## Relaxation, symmetry and equivalent minima: a rattled silicon vacancy

A random rattle breaks the symmetry of a defect, but a gradient relaxation still ends in the basin where the rattle left it. The attempt below ignores this and finds the wrong ground state for the neutral Si vacancy.

### What symmetry guarantees

Let $E(\mathbf R)$ be a smooth energy surface, invariant under the operations $g$ of the crystal. Differentiating $E(g\mathbf R)=E(\mathbf R)$ gives $\mathbf F(g\mathbf R)=g\,\mathbf F(\mathbf R)$ for $\mathbf F=-\nabla E$. If $g\mathbf R=\mathbf R$ for all $g$ in a point group $G$, then $g\mathbf F=\mathbf F$: the force is totally symmetric. Under steepest descent, $\dot{\mathbf R}=\mathbf F$ (unit mobility, so $t$ is in Å$^2$/eV), $g\mathbf R(t)$ and $\mathbf R(t)$ solve the same equation from the same start and coincide. The symmetry never falls below $G$.

Near a stationary point a seed $q_0$ along a mode of curvature $K$ obeys $\dot q=-Kq$, so $q=q_0e^{-Kt}$. It grows as $e^{|K|t}$ if $K<0$ and dies if $K>0$.

If $G$ is the site group of the host and a minimum keeps the subgroup $H$, operations in the same coset $gH$ give the same image, so there are $n=|G|/|H|$ copies of equal energy. With distinct wells the partition function is $nZ_1$, with $Z_1$ that of one well, and the free energy falls by $k_BT\ln n$. For $T_d\to D_{2d}$, $n=24/8=3$, one copy per cube axis.

### The surface of the vacancy

The neutral vacancy has two electrons in a $t_2$ level. The tetragonal distortion spans an $E$ doublet $(Q_\theta,Q_\epsilon)=\rho(\cos\varphi,\sin\varphi)$ of displacement patterns normalised over all atoms. $Q_\theta=Q>0$ pairs the four neighbours and shifts the orbitals by $(\tfrac12,\tfrac12,-1)VQ$, with $V>0$. For an isolated vacancy in the spin singlet both electrons enter the lowest orbital and gain $2VQ$. This Jahn–Teller cusp leaves no barrier at $T_d$, and the surface is not smooth there.

A supercell can smooth the cusp. Let each orbital broaden into a rectangular band of width $W$. Filled to a fraction $f$, it carries the energy $W(f^2-f)$ about its centre. With fillings $f$ for the lowest orbital and $(1-f)/2$ for the other two, and $u=3f-1$, the electronic energy is $-VQu+W(u^2/6-2/3)$. Its minimum lies at $u=3VQ/W$ and contributes $-3V^2Q^2/2W$, so the lattice curvature $K_0$ becomes $K=K_0-3V^2/W$, which is positive for a wide band. Adding the lowest anharmonic invariants of $T_d$,

$$E=\tfrac12K\rho^2-\tfrac13B\rho^3\cos3\varphi+\tfrac14C\rho^4 .$$

We take illustrative inputs, fitted to nothing: $K=0.8$ eV/Å$^2$, $B=4.8$ eV/Å$^3$, $C=4.0$ eV/Å$^4$. They mimic such a calculation. Any barrier they give misses the isolated vacancy qualitatively, since the true barrier at $T_d$ is absent.

### The attempt (wrong)

1. In a 215-atom cell the unperturbed relaxation keeps $T_d$, so every Cartesian coordinate is displaced by a Gaussian of width $\sigma=0.02$ Å.
2. The mean energy injected is $\tfrac12\sigma^2\,\mathrm{Tr}\,\Phi$, with $\Phi$ the Hessian. With nearest-neighbour forces only, the zone-centre optical mode has $M\omega^2=2\Phi_0$, where $\Phi_0$ is the on-site constant. The compiled frequency 517 cm$^{-1}$ (Ioffe Institute) and $M=28.09$ u give $\Phi_0\approx13.8$ eV/Å$^2$. For 645 coordinates the rattle injects $\tfrac12\times13.8\times0.02^2\times645=1.8$ eV.
3. The symmetry is now $C_1$ and 1.8 eV exceeds any plausible barrier, so the relaxation reaches the lowest minimum.
4. All runs return to $\rho=0$, where the Hessian is positive.
5. Wrong conclusion: the ground state is $T_d$, with $n=1$ and no distortion energy.

### The symptom

The $E$ amplitude falls monotonically as $e^{-Kt}$ in every run, and the final energy equals the unrattled one. No run visits a large $\rho$, so the outcome would be the same with or without a deeper well. The final state keeps a partly filled degenerate $t_2$ level, which an isolated defect cannot sustain. Two single-point energies expose a strong cubic term: $E=2.5$ meV at $Q=+0.1$ Å against $5.7$ meV at $Q=-0.1$ Å.

### The faulty line

Line 3 is false. Descent dissipates energy and never climbs, and its end point depends on the starting position alone. The projection of the rattle on any normalised pattern is a Gaussian of width $\sigma$, whatever the cell size. Of the 1.8 eV, the two $E$ modes hold $2\times\tfrac12K\sigma^2=0.32$ meV.

The radial force is $-\rho\,(K-B\rho\cos3\varphi+C\rho^2)$. It is least restoring at $\cos3\varphi=1$, where the bracket is $C(\rho-Q_s)(\rho-Q_m)$ with

$$Q_{s,m}=\frac{B\mp\sqrt{B^2-4KC}}{2C}=0.2\ \text{Å},\ 1.0\ \text{Å}.$$

For $\rho<Q_s$ the force points inward at every angle, so the whole disc drains to $T_d$. The seed has the density $(\rho/\sigma^2)e^{-\rho^2/2\sigma^2}$, and therefore

$$P_{\rm escape}\le e^{-Q_s^2/2\sigma^2}=e^{-50}=1.9\times10^{-22}.$$

Even $\sigma=0.05$ Å gives at most $3.4\times10^{-4}$ per run.

This neglects cubic coupling to the other rattled modes. A typical constant of order 30 eV/Å$^3$ gives a force $30\sigma^2=0.012$ eV/Å, which rivals $K\sigma=0.016$ eV/Å. It decays at a rate near $2\Phi_0$, however, and shifts $Q$ by about $4\times10^{-4}$ Å, far below $Q_s$.

A small rattle is the right tool for a saddle. With $K<0$ it reaches an amplitude $Q$ after $t=\ln(Q/q_0)/|K|$, only logarithmic in the seed.

### The mended calculation

Inserting $K=CQ_sQ_m$ and $B=C(Q_s+Q_m)$ along $\varphi=0$,

$$E(Q_s)=\tfrac1{12}CQ_s^3(2Q_m-Q_s)=4.8\ \text{meV},\qquad E(Q_m)=-\tfrac1{12}CQ_m^3(Q_m-2Q_s)=-0.200\ \text{eV}.$$

The outer well lies below $T_d$ when $Q_m>2Q_s$, that is $B^2>9KC/2$. At a stationary point on this axis the radial curvature is $CQ_s(Q_s-Q_m)$ or $CQ_m(Q_m-Q_s)$, and the transverse one is $\rho^{-2}\partial_\varphi^2E=3B\rho$. At $Q_s$ they are $-0.64$ and $2.88$ eV/Å$^2$, a first-order saddle. At $Q_m$ they are $3.2$ and $14.4$ eV/Å$^2$, a true minimum.

The remedy uses symmetry conservation deliberately. A seed $Q=0.3$ Å has $D_{2d}$ symmetry and feels the outward force $+0.084$ eV/Å. It stays on the axis and ends at $Q_m$. A negative seed returns to $T_d$, so both signs must be tried, and likewise the other subgroups, $C_{3v}$ (4 copies) and $C_{2v}$ (6 copies). The Hessian, or a small rattle at the end point, then tests whether the constrained minimum is stable. The factor $\cos3\varphi$ repeats the minimum at $\varphi=0,\,2\pi/3,\,4\pi/3$, which confirms $n=3$.

At 300 K, $k_BT=0.0259$ eV. The model has no stationary point at $\cos3\varphi=-1$ besides the origin, so the copies connect through $T_d$ over a barrier of $0.205$ eV. The wells are distinct and the counting holds, with $k_BT\ln3=0.028$ eV. Near the melting point $k_BT$ approaches this barrier and the separation into three wells loses its meaning.

### Size of the error

| Quantity | Attempt | Mended | Error |
|---|---|---|---|
| Static energy (eV) | 0 | $-0.200$ | $+0.200$ |
| Copies | 1 | 3 | factor 3 |
| $-k_BT\ln n$ at 300 K (eV) | 0 | $-0.028$ | $+0.028$ |
| Sum (eV) | 0 | $-0.228$ | $+0.228$ |

A barrier of 4.8 meV, below $k_BT$ and easily crossed by room-temperature dynamics, hides 0.200 eV. The formation energy of the neutral vacancy comes out too high by this amount. With correct energies for the charged states, $\varepsilon(+/0)=E(0)-E(+)-E_{\rm VBM}$ is 0.200 eV too high and $\varepsilon(0/-)=E(-)-E(0)-E_{\rm VBM}$ is 0.200 eV too low. This is 18 % of the compiled 300 K gap of 1.12 eV (Wing 2021). The statistical weight of the neutral state at 300 K is too small by $3e^{0.200\,\mathrm{eV}/k_BT}=6.9\times10^3$.

The table omits vibrations, which exceed the orientational term and oppose it. In the classical harmonic limit the two $E$ modes change the free energy by $\tfrac12k_BT\ln[(3.2\times14.4)/0.8^2]=\tfrac12k_BT\ln72\approx+0.06$ eV, because the $D_{2d}$ well is stiffer. The free-energy error then drops to about 0.17 eV and the weight factor to about $8\times10^2$. These last figures are rough, since a harmonic treatment of a $T_d$ well only 4.8 meV deep is poor at 300 K. The term $k_BT\ln3$ follows from the groups alone, whereas the 0.200 eV and the barrier depend on the model inputs.